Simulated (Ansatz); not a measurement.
## HfN: the change of energy above lowest point with volume scale

Free energy against uniform scaling of the volume at fixed shape and fractions; periodic cell, basis, potentials, k mesh and filling as listed. The results are calculated, by Ansatz 0.2.0.

The cell before it is scaled or strained (space group P6_3/mmc, No. 194):
```
HfN
1.0
      3.1339     0.0000     0.0000
     -1.5670     2.7140     0.0000
      0.0000     0.0000     5.4168
Hf N
2 2
Direct
  0.66667 0.33333 0.75000
  0.33333 0.66667 0.25000
  0.00000 0.00000 0.00000
  0.00000 0.00000 0.50000
```

Settings of every row: functional LDA; dispersion none; potentials PAW; wave cutoff 421.78 eV; density cutoff 1687.1 eV; k mesh 8x8x4; k shift 0x0x0; occupations methfessel paxton; smearing width 0.1 eV; spin none.

Limits: coarse k mesh, up to 40 meV an atom off; no spin-orbit coupling, which can matter with elements this heavy; the cell comes from a prototype or a list of computed structures and needn't be the stable phase.

```csv
row,volume scale,V (Å³/atom),energy above lowest point (meV/atom)
1,0.9,10.366,58.7
2,0.925,10.654,22.6
3,0.95,10.942,3.8
4,0.975,11.23,0
5,1,11.518,9.4
6,1.025,11.806,30.4
7,1.05,12.094,61.6
8,1.075,12.382,?
9,1.1,12.67,149.5
```

Question: what energy above lowest point should row 8 give?

Worked fit of energy above lowest point. Take u = (V_r/V)^(2/3) − 1 with V_r = 11.374 Å³ an atom, which is twice the finite (Eulerian) strain; such expansions in the strain, on which the Birch-Murnaghan equation of state is built, carry the rest volume and the bulk modulus. The shown rows have u = 0.06382, 0.04456, 0.02615, 0.00853, -0.00835, -0.02455, -0.04009, -0.06941. Least squares give energy above lowest point = 3.16 − 562.4 × u + 22364 × u² + 1296 × u³ meV/atom; a parabola predicts inner rows, each left out in turn, worse (root mean square 0.1 against 0.04 meV/atom). All shown rows lie on it to the printed digit. Its lowest point lies at u = 0.0126, or V = 11.16 Å³ an atom, and the curvature there gives the bulk modulus at fixed shape and fractions, B = (4/9)(1 + u)² E″(u)/V = 293 GPa. Letting shape and atoms relax would as a rule lower it, by much in layered, chain or molecular crystals. The withheld row has u = -0.05504, so the fit gives 3.16 − 562.4 × (-0.05504) + 22364 × (-0.05504)² + 1296 × (-0.05504)³ = 101.6 meV/atom.

The calculation gave 101.7 meV/atom. The fit lies 0.1 meV/atom (0.067 % of the column's range) below it, one unit of the last digit.
